**Quadrupole against dipole polarisability of closed cation cores**

Bismuth is the row that looks wrong. Its core has a dipole polarisability of 22.62 bohr³, 6% below thallium's 24.10, yet its quadrupole polarisability is 365.6 bohr⁵, 3.4 times thallium's 108.0. Two more protons pull the shells in, and two more electrons add to the response; in the dipole value the two effects nearly cancel, and in the quadrupole value they don't.

The sizes worth keeping are these. Core dipole polarisabilities are 5 to 16 bohr³ for the p⁶ and d¹⁰ cores, 11 to 30 for boron, the heavier group 13 cores and bismuth, 72 for lutetium and 0.2 for lithium. The quadrupole values run from 0.1 to about 1000 bohr⁵. In atomic units the quadrupole value is the dipole value raised to the power 3/2, times a number of order one: about 1.3 for a noble-gas core, about 0.9 for a group 13 core from aluminium down, about 2 for a d¹⁰ core and 3.4 for bismuth. The core supplies under 4% of the polarisability of an alkali atom and about half of that of an atom with an outer s² pair.

B-spline many-body code 1, no-pair Dirac-Coulomb, B-spline basis: static dipole and quadrupole polarisabilities of the closed cores of neutral atoms with one electron removed, in the random-phase approximation (RPA) on frozen-core Dirac-Hartree-Fock orbitals. The recommended ground state polarisabilities are reference values for the neutral atoms.

```
species   Z                  closed core  core polarisability (bohr³)  core quadrupole polarisability (bohr⁵)  recommended ground state polarisability (bohr³)
     Li   3                          1s2                       0.1894                                   0.112                                         164.1125
      B   5                     [He] 2s2                        11.37                                   28.23                                             20.5
     Al  13                     [Ne] 3s2                        26.25                                   129.1                                             57.8
      K  19                 [Ne] 3s2 3p6                        5.458                                   16.27                                            289.7
     Cu  29                    [Ar] 3d10                        5.359                                   29.07                                             46.5
     Ga  31                [Ar] 3d10 4s2                        21.26                                   90.60                                               50
     Rb  37            [Ar] 3d10 4s2 4p6                        9.076                                   35.41                                            319.8
     Ag  47                    [Kr] 4d10                        8.829                                   49.90                                               55
     In  49                [Kr] 4d10 5s2                        29.60                                   150.0                                               65
     Cs  55            [Kr] 4d10 5s2 5p6                        15.81                                   86.40                                            400.9
     Lu  71                [Xe] 4f14 6s2                        72.03                                    1033                                              137
     Au  79               [Xe] 4f14 5d10                        12.40                                   103.3                                               36
     Tl  81           [Xe] 4f14 5d10 6s2                        24.10                                   108.0                                               50
     Bi  83  [Xe] 4f14 5d10 6s2 (6p1/2)2                        22.62                                   365.6                                               48
```

$Z$ is the nuclear charge, and the closed core is the configuration of the singly charged cation. I write $\alpha_1$ for the core polarisability, the response of that cation to a uniform field, and $\alpha_2$ for the core quadrupole polarisability, its response to a field gradient. Both are static values in the random-phase approximation (RPA) on relativistic Hartree-Fock orbitals, so spin-orbit coupling is included and pair correlation inside the core is not. The recommended ground state polarisability belongs to the neutral atom and is reference data, not a result of this calculation. The type of core changes from row to row, so $\alpha_1$ against $Z$ is not one trend. The useful comparison is $\alpha_2$ against $\alpha_1$ within a row.

**One length scale**

For a closed core and independent electrons, second-order perturbation theory gives the polarisability of multipole order $k$ as

$$\alpha_k=\frac{2}{2k+1}\sum_{a,m}\frac{|\langle m\|r^kC^{(k)}\|a\rangle|^2}{\varepsilon_m-\varepsilon_a},$$

where $a$ runs over occupied and $m$ over empty orbitals, $\varepsilon$ is an orbital energy and $C^{(k)}$ is the angular part of the operator. RPA adds the field induced by the other core electrons and the attraction between the excited electron and its hole. The attraction lowers the cheap excitation energies, so for soft cores RPA raises the response above this formula; the selection rules are left alone. Suppose the outer shell has a single size $r$. The squared matrix element then scales as $r^{2k}$, and the excitation energy of an electron confined to that size scales as $1/r^2$, so $\alpha_1\propto r^4$ and $\alpha_2\propto r^6$. Eliminating $r$ gives

$$\alpha_2=c\,\alpha_1^{3/2},$$

with $c$ in bohr$^{1/2}$. The hydrogen-like 1s electron obeys this exactly: $\alpha_1=4.5/Z^4$ and $\alpha_2=15/Z^6$, so $c=15/4.5^{3/2}=1.57$. For $N$ independent electrons both polarisabilities are multiplied by $N$ and $c$ falls as $N^{-1/2}$, which gives 1.11 for a 1s² pair. The lithium core has 1.36, about 22% above this parameter-free value.

The size of the core cancels in $c$. A contraction of the whole shell moves a row along the curve, while a change in which excitations are cheap moves it off. Electron number and screening can do so too, so $c$ is a pointer to the symmetry of the low excitations and no proof of it.

As the smooth reference I take the four noble-gas cores, Li, K, Rb and Cs, whose excitations all have to cross the gap above a filled noble-gas shell. A least-squares line through $\ln\alpha_2$ against $\ln\alpha_1$ for these four has slope 1.495. With the exponent fixed at 3/2, the geometric mean of $c$ is 1.325 and no row lies more than 4% from it. The agreement is less strong than it looks. Lithium lies far below the others in $\alpha_1$ and largely fixes the slope, and the scaling argument gives no reason why a 1s² core should share its constant with a p⁶ core. K, Rb and Cs alone give a slope of 1.57, midway to the 5/3 of a conducting sphere ($\alpha_1=R^3$, $\alpha_2=R^5$ for radius $R$). For those three, the largest and smallest constant differ by a factor 1.08 with exponent 3/2 and 1.11 with 5/3, which doesn't decide between them; with lithium included the sphere spreads by a factor 2.07. The breaks below are factors of 1.3 to 2.6, against a change in $c$ of at most 0.11% from rounding to four figures.

Electron counting can be dropped. Taken relative to lithium, with $N$ the occupation of the outer subshell, it puts the p⁶ cores at 0.58 and the d¹⁰ cores at 0.45 of the lithium value. The table has the p⁶ cores level with lithium and the d¹⁰ cores well above it. Independent electrons in one shape of orbital are too poor a picture, since the angular momentum of the shell and the screening both enter $c$.

**Bismuth worked through**

Bismuth took no part in any of the constants. With $\alpha_1=22.62$, $\alpha_1^{3/2}=22.62\times4.756=107.6$, and the noble-gas constant predicts $1.325\times107.6=142.6$ bohr⁵. The table is 2.56 times higher, the largest departure of the fourteen rows. The fairer comparison is with the group 13 cores, since bismuth still carries a 6s² pair. Al, Ga, In and Tl have a geometric mean $c=0.932$, which predicts about 100 bohr⁵, so the excess is 265 bohr⁵ and the factor 3.65.

Selection rules supply the cause. The core is thallium's plus two electrons in 6p₁/₂, and the lowest orbital above it in the same run is 6p₃/₂. Within the ion, moving an electron there keeps it in the 6p shell, at a cost set largely by the spin-orbit splitting. The two orbitals have the same parity, so a uniform field can't connect them. A field gradient can, because a rank-2 operator of even parity couples $j=1/2$ to $j=3/2$. One cheap excitation therefore enters $\alpha_2$ and stays out of $\alpha_1$.

A two-level estimate checks the size. The angular factor for p₁/₂ to p₃/₂ is $4/5$, so the term is $\tfrac25\cdot\tfrac45\langle r^2\rangle^2/\Delta$, with $\Delta$ the excitation energy inside the ion; this gap is smaller than the difference of the orbital energies, because the excited electron and the hole attract each other. The run gives a mean radius of 3.18 bohr for the 6p₃/₂ orbital; taking its square, about 10.1 bohr², for the radial integral makes the numerator $0.32\times102\approx33$. An excess of 265 then needs $\Delta\approx33/265\approx0.12$ hartree, about 3 eV. The 6p splitting of neutral thallium in the same calculation is 1.03 eV, and a larger value is expected at higher nuclear charge, so a gap of a few eV is the right order. The estimate is good for no more than that: the radial integral enters squared, the mean of $r^2$ exceeds the square of the mean radius, the 6p₁/₂ orbital of the cation is tighter than the radius used, and screening is ignored. It shows that this one excitation is able to carry the excess, not that it carries all of it. The run also lists a lowest core excitation, and the gap has not been checked against it here.

The limit bites here. This core is closed only in jj coupling. The real 6p electrons mix jj configurations, and the small p₁/₂–p₃/₂ gap that inflates $\alpha_2$ also drives that mixing: the gradient reaches the single excitation with $J=2$, while the $J=0$ ground state mixes with the pair excitation (6p₃/₂)², which RPA on this core does not treat properly, so 365.6 describes the model core and needn't be the value for the real ion. By the same argument a lighter element forced into a (p₁/₂)² core would have a smaller gap, a larger $c$ and a still less trustworthy closed-shell picture.

**The s² cores lie low**

Al, Ga, In and Tl sit at 0.69 to 0.72 of the noble-gas curve, and their four values of $c$ agree within a factor 1.05. Here the cheap excitation is of dipole type. The runs give p₁/₂ as the lowest valence state of all five group 13 atoms, so an $ns$ electron of the core can move to $np$ in the same shell, at a cost far below the shell gap of a noble-gas core. The softness is plain in the table: the aluminium core, with twelve electrons, is 4.8 times as polarisable as the potassium core with eighteen. A gradient has to lift the s electron to a d orbital, which lies higher; in gallium and thallium the runs place the lowest d state about 4.5 and 4.7 eV above the p₁/₂ ground state. So $\alpha_1$ gains more than the single-length rule allows for, and $c$ falls. The potassium, rubidium and caesium cores also have a dipole route to their lowest empty orbital, p to s, but it crosses the shell gap and is no soft mode.

Part of this drop may belong to the method. RPA leaves out the $ns^2$–$np^2$ pair correlation, which is strong when $ns$ and $np$ are close, and it is known to overestimate the dipole polarisability of such cores. Since $c\propto\alpha_1^{-3/2}$, a cut of 21% in $\alpha_1$ at fixed $\alpha_2$ would lift the four rows onto the noble-gas curve. Correlation need not lower $\alpha_2$ in step, because the $np^2$ admixture opens a further quadrupole route to the $np^2$ ¹D state, so $c$ should rise. The 21% marks the scale of correction that would close the whole distance and nothing more.

Boron lies lower still, at 0.79 of the group 13 value. The lowest empty d orbital is diffuse in this group whatever its label: the runs bind it by only 1.70 eV in gallium and 1.65 eV in thallium. The compact, tightly bound 2s has the longest step to such an orbital, while its step to 2p stays cheap. The 2s²–2p² correlation that RPA omits is also especially strong, so part of boron's extra drop probably belongs to the method. Both reasons are argued from shell structure and are untested by these numbers.

Lutetium looks mild against the noble-gas curve, only 1.27 times above it, and that is deceptive. Its 6s² pair lies outside a core with ten fewer protons than thallium's, which makes it large and soft: $\alpha_1$ is three times thallium's. Measured against the s² value of $c$ the row is 1.81 times too high, an excess of 463 out of 1033 bohr⁵. The run shows the orbital responsible for the difference from group 13: the lowest valence state is 5d₃/₂, with 6p₁/₂ lying 0.75 eV above it. The 6s pair thus has a cheap dipole route to 6p, which lowers $c$, and a cheap quadrupole route to 5d, which raises it, and the two partly cancel. Any s² core at the start of a transition series, with an empty d shell just above, should stand above the group 13 value for the same reason.

**The d¹⁰ cores lie high**

Copper, silver and gold stand at 1.77, 1.44 and 1.78 times the noble-gas curve. Copper makes the point without any model: its dipole value is within 2% of potassium's, and its quadrupole value is 29.07 against 16.27. In the copper and silver runs the lowest valence state is s₁/₂, with the p states about 3.6 eV higher. From a d shell the step to s changes the orbital angular momentum by two units and keeps the parity, so once more the cheapest excitation is closed to a uniform field and open to a gradient.

The dip at silver fits the order of the d–s gaps. The runs put the lowest core excitation, which I take to be this step, at 4.0 eV in copper, 5.6 eV in silver and 2.5 eV in gold. As rough recalled figures, the lowest d⁹s levels of the real ions lie near 3, 5 and 2 eV, somewhat lower but in the same order. The gap alone doesn't set $c$, though: gold's is only about 63% of copper's, yet their constants agree within 1%. Silver's 4d shell is the most tightly bound relative to its s orbital, and in gold relativity lowers 6s and raises 5d. From silver to gold $\alpha_1$ grows by a factor 1.40, for which the single-length rule gives $1.40^{3/2}=1.66$ in $\alpha_2$; the table has 2.07. A d shell also has quadrupole routes to higher d and to g orbitals, and how much of the excess over the noble-gas curve belongs to the d-to-s step alone is a guess; its direction and the silver dip are accounted for, the near-equality of copper and gold is not.

**Breaks in size that leave $c$ alone**

Between cores of one type the dipole value grows by about 1.7 per period in three steps: 1.66 and 1.74 from K to Rb to Cs, 1.65 from Cu to Ag. The step from Ag to Au is smaller, 1.40. Group 13 zigzags. The steps from aluminium on are 0.81 to gallium, 1.39 to indium and 0.81 to thallium, so two of them are falls. The causes are standard. Ten extra protons, poorly screened by the 3d shell, contract the 4s pair of gallium; the relativistic contraction of 6s, added to the poor screening by 4f, does the same for thallium. The calculation contains these effects together, and the division between them is not tested here.

The numbers are consistent with changes of length. A step of 0.81 in $\alpha_1$ implies $0.81^{3/2}=0.73$ in $\alpha_2$, and the table has 0.70 for gallium and 0.72 for thallium. The exponent 5/3 gives 0.70 and fits these two steps as well, and the d¹⁰ shell that aluminium lacks may hide a cancellation in the steady $c$. Both rows break the trend in $\alpha_1$ and stay on their line in $c$, while bismuth is unremarkable in $\alpha_1$ and far off in $c$. The two kinds of break can be told apart this way.

Gold shows the two relativistic shifts pulling in opposite directions. Its core is more polarisable than silver's, where thallium's falls below indium's, because contracted s and p shells screen the nucleus better and let 5d expand. Its recommended atomic value is 36 against silver's 55, because the valence electron occupies the contracted 6s orbital. The core's share of the atomic value rises from 16% to 34%.

**What a soft core does to the atom**

The same runs give the scalar polarisability of the lowest state of the neutral atom, with Brueckner valence orbitals. I read these as totals that include the core, since rubidium comes out at 319.6 against the recommended 319.8 with a core of 9.076. All four alkali atoms agree with the recommended value within 1%, and their removal energies match the measured ionisation energies within 0.02 eV. One electron outside a stiff core is what the method describes.

The six atoms with an outer s² core, and bismuth, all come out low, by 7% (gallium) to 27% (lutetium) of the recommended value, and all are overbound, by 0.11 to 0.43 eV, with lutetium the worst on both counts. The core is 43 to 55% of the recommended value in these rows, so treating it as a spectator is strained, and configurations with a hole in the s pair enter only indirectly. A plausible link, which remains a guess, is that an over-polarisable core attracts the valence electron too strongly, as $-\alpha_1/2r^4$ at long range, and so contracts it and lowers its response. Copper has the opposite signs, underbound by 0.30 eV and 8.5% high, which fits the guess; silver is underbound by 0.16 eV and 2.2% low, too close to a two-figure reference with no error bar to test it. For boron and aluminium the runs warn of Brueckner orbitals far from their Hartree-Fock start. These are excited d orbitals, with overlaps down to 0.17 in boron and 0.87 in aluminium; the p₁/₂ ground-state orbitals barely move, with overlaps above 0.99. The warning can therefore touch the totals only through the d states that the field mixes in, and it leaves the two core columns untouched. For bismuth the single 6p₃/₂ electron is a poor stand-in for a 6p³ ground state; its removal energy also contains Breit and radiative shifts, which for bismuth sum to about 49 cm⁻¹, far too little to explain the 0.23 eV overbinding.

For estimating $\alpha_2$ from $\alpha_1$ at this level, the symmetry of the lowest empty orbital comes first. One power law fitted the same way through all fourteen rows has slope 1.48 and scatters by a root-mean-square factor of 1.53. Sorted by core, $c=1.325$ holds within 4% for the four noble-gas cores and $c\approx0.93$ within 3% for Al, Ga, In and Tl, in both cases the rows that defined the constant; the d¹⁰ cores span 1.9 to 2.4, and B, Lu and Bi fit no class. The open question is the gap between 0.93 and 1.3: would the group 13 cores stay 30% below the noble-gas curve once $ns^2$–$np^2$ correlation is added to both polarisabilities, or is a good part of that distance an error of RPA? The likely answer is that the distance shrinks without closing, and a two-electron configuration interaction for B⁺ and Al⁺ is a cheap way to size it.
